Antibunching and shelving-state bunching of a single emitter

1. The observable and the premises

A point defect that emits light under continuous pumping sends out photons one at a time. The test is the intensity correlation g2(τ): the rate of detecting a photon at time t + τ, given a detection at t, divided by the mean detection rate. The second photon is any later photon, not only the next one. Uncorrelated (Poisson) light has g2 = 1, g2 < 1 is antibunching and g2 > 1 is bunching. Because a detector is blind for a while after each count, the light is split onto two detectors A and B (the Hanbury Brown and Twiss arrangement) and their time differences are histogrammed. In a steady state g2(−τ) = g2(τ), so τ ≥ 0 is enough.

The emitter has three levels: ground state 1, emitting state 2 and a dark, long-lived shelf 3. The symbol kij is the rate from level i to level j, in µs⁻¹ (often written MHz, with no factor 2π). The premises are:

P1. Only populations p1, p2, p3 matter. Optical coherence decays much faster than any kij.
P2. The rates are constant and memoryless: pumping k12, decay k21 (radiative part kr plus nonradiative part), shelving k23, deshelving k31. The rates k13 and k32 are zero.
P3. Only the step 2 → 1 gives detected photons, and it leaves the emitter in level 1. Vibrational relaxation after absorption and emission is taken as instantaneous.
P4. Each photon is detected independently with a fixed probability η.

2. From photon counts to populations

In the steady state the probability of a count in dt is η kr p2(∞) dt. By P3 the emitter is in level 1 just after the count, and by P2 its future depends on nothing else. Let p2(τ) be the population that develops from p1 = 1, p2 = p3 = 0. The probability of a count in dτ at delay τ is η kr p2(τ) dτ. Dividing by the mean rate gives

g2(τ) = p2(τ)/p2(∞).   (1)

Both η and kr cancel, and so does the splitting ratio between A and B. Poor collection lengthens the acquisition but does not change the curve. Since p2(0) = 0, g2(0) = 0: the emitter must be pumped again before it can emit again.

3. Rate equations and steady state

dp1/dt = −k12 p1 + k21 p2 + k31 p3
dp2/dt = k12 p1 − (k21 + k23) p2
dp3/dt = k23 p2 − k31 p3   (2)

The right-hand sides add to zero, so p1 + p2 + p3 = 1. Put p1 = 1 − p2 − p3 and X = k12 + k21 + k23:

dp2/dt = k12 − X p2 − k12 p3.   (3)

Differentiate (3) and insert dp3/dt from (2): p2″ = −X p2′ − k12 k23 p2 + k31 k12 p3. Equation (3) gives k12 p3 = k12 − X p2 − p2′. Substituting,

p2″ + A p2′ + B p2 = k12 k31,
A = X + k31,  B = X k31 + k12 k23.   (4)

With the derivatives set to zero, p2(∞) = k12 k31/B. The last line of (2) gives p3(∞) = k23 p2(∞)/k31, the second line gives p1(∞) = (k21 + k23) p2(∞)/k12, and so

p1(∞) = k31 (k21 + k23)/B,  p2(∞) = k12 k31/B,  p3(∞) = k12 k23/B.   (5)

Collecting the terms of B in k12 shows the saturation law

p2(∞) = [k31/(k23 + k31)] · k12/(k12 + ksat),  ksat = k31 (k21 + k23)/(k23 + k31).   (6)

4. Exact solution

Divide (4) by p2(∞): g2″ + A g2′ + B g2 = B. A trial term exp(−λτ) solves the homogeneous equation if P(λ) = λ² − Aλ + B = 0, so

λ1,2 = (A ± √D)/2,  D = A² − 4B = (X − k31)² − 4 k12 k23,   (7)

with λ1 + λ2 = A and λ1 λ2 = B. For D > 0 the roots are real, distinct and positive, and g2 = 1 + c1 exp(−λ1τ) + c2 exp(−λ2τ). The condition g2(0) = 0 gives c1 + c2 = −1. Write c2 = a and c1 = −(1 + a):

g2(τ) = 1 − (1 + a) exp(−λ1τ) + a exp(−λ2τ).   (8)

The second condition is the initial slope. Equation (3) gives p2′(0) = k12, so g2′(0) = k12/p2(∞) = B/k31 = λ1λ2/k31. From (8) the slope is (1 + a)λ1 − aλ2. Equating the two,

a = λ1 (λ2 − k31)/[k31 (λ1 − λ2)].   (9)

A second form is useful. From (4), P(k31) = k31² − (X + k31)k31 + X k31 + k12 k23 = k12 k23, and P(k31) = (λ1 − k31)(λ2 − k31). Hence

a = k12 k23 λ1/[k31 (λ1 − λ2)(λ1 − k31)].   (10)

Since P(k31) > 0, k31 lies outside the interval between the roots. It lies below both, and a > 0, when k31 < A/2, that is k31 < X. Bunching therefore needs a shelf that empties more slowly than X. For a > 0, setting g2′ = 0 gives one maximum:

τm = ln[(1 + a)λ1/(aλ2)]/(λ1 − λ2),  g2(τm) = 1 + a (1 − λ2/λ1) exp(−λ2τm).   (11)

Dividing the slope condition by λ1λ2, with τ1 = 1/λ1 and τ2 = 1/λ2, gives

1/k31 = (1 + a) τ2 − a τ1.   (12)

One fitted curve thus fixes k31, then X = λ1 + λ2 − k31, then k12 k23 = λ1λ2 − X k31. Three fit parameters cannot fix four rates. The missing relation comes from a power series, with k12 proportional to pump power. As k12 → 0, (7) gives the roots k21 + k23 and k31, and a → 0. As k12 → ∞, λ2 → B/A → k23 + k31 and a → k23/k31.

5. Slow shelving

Let Γ = k12 + k21 and L = k31 + k23 k12/Γ. Then A = Γ + k23 + k31 and B = ΓL + k23 k31, and P(λ) = 0 can be rearranged without approximation to

λ = L + (λ − k23)(λ − k31)/Γ.   (13)

Assume k23, k31 ≪ Γ. Then L ≪ Γ too, because k12/Γ < 1. For the small root the last term of (13) is of second order, and one iteration gives λ2. The large root follows from λ1 = A − λ2, using k23 + k31 − L = k23 k21/Γ:

λ2 ≈ L + (L − k23)(L − k31)/Γ,  λ1 ≈ Γ + k23 k21/Γ.   (14)

In (10), expand λ1/(λ1 − λ2) ≈ 1 + L/Γ and 1/(λ1 − k31) ≈ (1/Γ)[1 + (k31 − k23 k21/Γ)/Γ]. Since k31 − k23 k21/Γ = L − k23,

a ≈ [k12 k23/(k31 Γ)] · [1 + (2L − k23)/Γ].   (15)

The leading terms are the working formulas to be used in (8):

λ1 = k12 + k21,  λ2 = k31 + k23 k12/λ1,  a = k12 k23/(k31 λ1).   (16)

Their relative corrections are of order k23/Γ and k31/Γ. The amplitude a is a ratio of two slow rates and need not be small.

Equation (16) has a reading familiar from random telegraph noise in a small transistor. On times long against 1/Γ, levels 1 and 2 form one "on" state in which level 2 holds the fraction k12/Γ. The emitter switches off at koff = k23 k12/Γ and on at kon = k31. The probability q of being on obeys q′ = −koff q + kon (1 − q). A count proves that the emitter is on, so q(0) = 1, while q(∞) = kon/(kon + koff). Then q(τ)/q(∞) = 1 + (koff/kon) exp[−(kon + koff)τ], which reproduces a and λ2 of (16). Bunching is the autocorrelation of the telegraph signal, and antibunching is the refilling of level 2 at the rate Γ.

6. Several emitters and background

Let independent sources j = 1 … N give mean count rates sj, with sum S, and assume that their intensities add without optical interference. The coincidence rate is a double sum over the source j of the first count and the source k of the second. For j ≠ k independence makes the term sj sk. For j = k it is sj² gj(τ), by the definition of gj. Adding and subtracting Σ sj² completes the square S²:

g2,total(τ) = 1 + Σ sj² [gj(τ) − 1]/S².   (17)

For N equal emitters sj = S/N, so g2,total = 1 + (g2 − 1)/N and

g2,total(0) = 1 − 1/N.   (18)

The bunching amplitude falls to a/N as well. A Poisson background of rate b is one more source with gj = 1. It adds nothing to the sum in (17) but turns the denominator into (S + b)². With ρ = S/(S + b),

g2,obs(τ) = 1 + ρ² [g2,total(τ) − 1].   (19)

If the two detectors see different signal fractions, as with unequal dark counts, the same count gives ρA ρB in place of ρ².

The common test g2(0) < 1/2 excludes two or more equal emitters, by (18). It does not exclude unequal ones. For two emitters of brightness ratio r, (17) gives g2(0) = 2r/(1 + r)², which is 0.32 for r = 4. Conversely, a single emitter passes only if 1 − ρ² < 1/2, that is ρ > 0.707 or S/b > 2.41.

7. Timing jitter

The recorded histogram is g2 convolved with the distribution of the timing scatter between A and B, taken as a Gaussian of standard deviation σ. At τ = 0 each exponential becomes 2∫ exp(−λu − u²/2σ²) du/(σ√(2π)) over u from 0 to ∞. The exponent equals −(u + λσ²)²/2σ² + λ²σ²/2, so the integral is

J(λ) = exp(λ²σ²/2) erfc(λσ/√2),
g2,conv(0) = 1 − (1 + a) J(λ1) + a J(λ2).   (20)

For λ1σ ≪ 1 this tends to the initial slope times the mean of |u|, (B/k31) σ √(2/π). A constant is unchanged by the convolution, so (19) may be applied before or after it.

8. Range of validity

(a) Rate equations. P1 and P3 need the optical dephasing time T2 and the vibrational relaxation time to be far below 1/Γ. This holds for off-resonant pumping at room temperature. Under strong resonant driving of a narrow line at cryogenic temperature g2 shows Rabi oscillations, and (2) fails.
(b) Level count. Sublevels may be merged into one level only if they equilibrate fast against 1/Γ. Each further slow level adds one exponential.
(c) Real roots. Equation (8) with real rates needs D > 0. For k21 = 0 and k12 = k23 = k31 = k, D = −3k² and g2 is a damped oscillation. Slow shelving guarantees D > 0.
(d) Equation (16) needs k23, k31 ≪ k12 + k21, with corrections given by (14) and (15).
(e) Constant rates. At one pump power (8) holds even if k23 or k31 depend on power. Only the power laws, (6) and the limits after (12), assume that they do not.
(f) No interference. If N equal emitters of the same frequency feed one optical mode, fields add. Each pair j ≠ k can then supply the two counts in two indistinguishable ways, and (17) gains (1 − 1/N)|g1(τ)|², where g1 is the normalised field correlation. Then g2(0) = 2(1 − 1/N). For a Lorentzian line of full width Δν, |g1| = exp(−|τ|/T2) with T2 = 1/(πΔν). The extra peak has area T2 times (1 − 1/N), and for T2 ≪ σ jitter flattens it to at most T2/(σ√(2π)).
(g) Normalisation. The level g2 = 1 must be taken from the mean count rates or from delays far beyond τ2. A start-stop counter that keeps only the first stop loses a fraction of about Rτ at stop rate R, so it needs Rτ ≪ 1.

9. Illustration: the silicon-vacancy centre in diamond

The negatively charged silicon-vacancy centre is a silicon atom between two vacant carbon sites. Its zero-phonon line lies at approximately 738 nm, or 1.68 eV. A 532 nm pump photon carries 2.33 eV and two carry 4.66 eV, both below the 5.48 eV gap of diamond (compiled value, Chen 2018). The pump therefore makes no band-to-band pairs by one- or two-photon absorption, though it may still change the charge state of defects. The derivation does not need to know whether the shelf is an internal state or another charge state.

The host supplies background. With the zone-centre optical phonon at 1332 cm⁻¹ (compiled value, arXiv:cond-mat/0412643), the first-order Raman line of a 532 nm pump falls at 573 nm and is easily filtered. That of a 671 nm pump falls at 737 nm, on the zero-phonon line. The optical dielectric constant 5.7 (compiled value, Skelton 2020) gives n = 2.39 and a critical angle θc = 24.8°. An isotropic emitter under a flat surface sends only (1 − cos θc)/2 = 4.6 % of its light into the escape cone. By (1) this loss does not alter g2.

Checks of the premises at 300 K: a typical line width of 5 nm is Δν = 2.75 THz. Read as a homogeneous Lorentzian width it gives T2 = 0.116 ps, four orders of magnitude below a nanosecond. The orbital splittings, approximately 50 GHz in the ground state and 260 GHz in the excited state, are small against kBT/h = 6.25 THz, and fast phonon mixing of the sublevels is assumed.

The illustrative inputs are k12 = 400, k21 = 800, k23 = 20 and k31 = 10 µs⁻¹. They were chosen to reproduce typical behaviour near saturation: an excited-state lifetime 1/(k21 + k23) = 1.22 ns, bunching over tens of nanoseconds and a of order one. All results below are the model's, and the extra digits serve only to compare formulas.

Γ = 1200 µs⁻¹, A = 1230 µs⁻¹, B = 20200 µs⁻², D = 1432100 µs⁻², √D = 1196.70 µs⁻¹. The small parameters are k23/Γ = 0.017 and k31/Γ = 0.008. From (5), p1 = 0.406, p2 = 0.198 and p3 = 0.396. From (6), ksat = 273 µs⁻¹, so the pump is at 1.5 times saturation.

quantity      exact (7), (9)   leading (16)   corrected (14), (15)
λ1 (µs⁻¹)     1213.35          1200           1213.33
λ2 (µs⁻¹)     16.648           16.667         16.648
a             0.6741           0.6667         0.6741

The leading forms are low by 1.1 % in λ1, high by 0.1 % in λ2 and low by 1.1 % in a. The exact times are τ1 = 0.824 ns and τ2 = 60.1 ns.

τ (ns)    g2 exact   g2 from (16)
0.5       0.756      0.746
1         1.165      1.154
10        1.571      1.564
100       1.128      1.126

Equation (11) puts the maximum, g2 = 1.618, at τm = 4.34 ns.

With S/b = 9, ρ = 0.9, and (19) lifts the dip to 0.19 and lowers the peak to 1.50. A typical jitter σ = 0.2 ns gives J(λ1) = 0.8324 and J(λ2) = 0.9973, so (20) gives g2,conv(0) = 0.28 with no background at all. The linear estimate, 0.32, overshoots because λ1σ = 0.24 is not very small. Jitter thus outweighs the background here, and the two together give 0.42 for one perfect single emitter. A fit must include the convolution. The interference term of (f) is at most 2.3 × 10⁻⁴ and is negligible. At a stop rate of 2 × 10⁵ s⁻¹ the start-stop loss of (g) reaches 4 % at 200 ns.

Two equal centres without background or jitter give g2(0) = 0.5 and a peak of 1.309. If the histogram is wrongly normalised to that peak, the dip reads 0.38 and the pair passes for a single emitter.

With constant k23 and k31 the model predicts τ2 falling from 100 ns at weak pumping to 33.3 ns at strong pumping, and a rising from zero to 2. As typical knowledge, single silicon-vacancy centres differ from one another by an order of magnitude in these rates, and their deshelving rate often grows with pump power from below about 1 µs⁻¹ to tens of µs⁻¹. For such centres the constant-rate model underestimates both τ2 and a at weak pumping by a factor of ten or more. Equation (12), applied at each power, returns k31 without assuming that it is constant.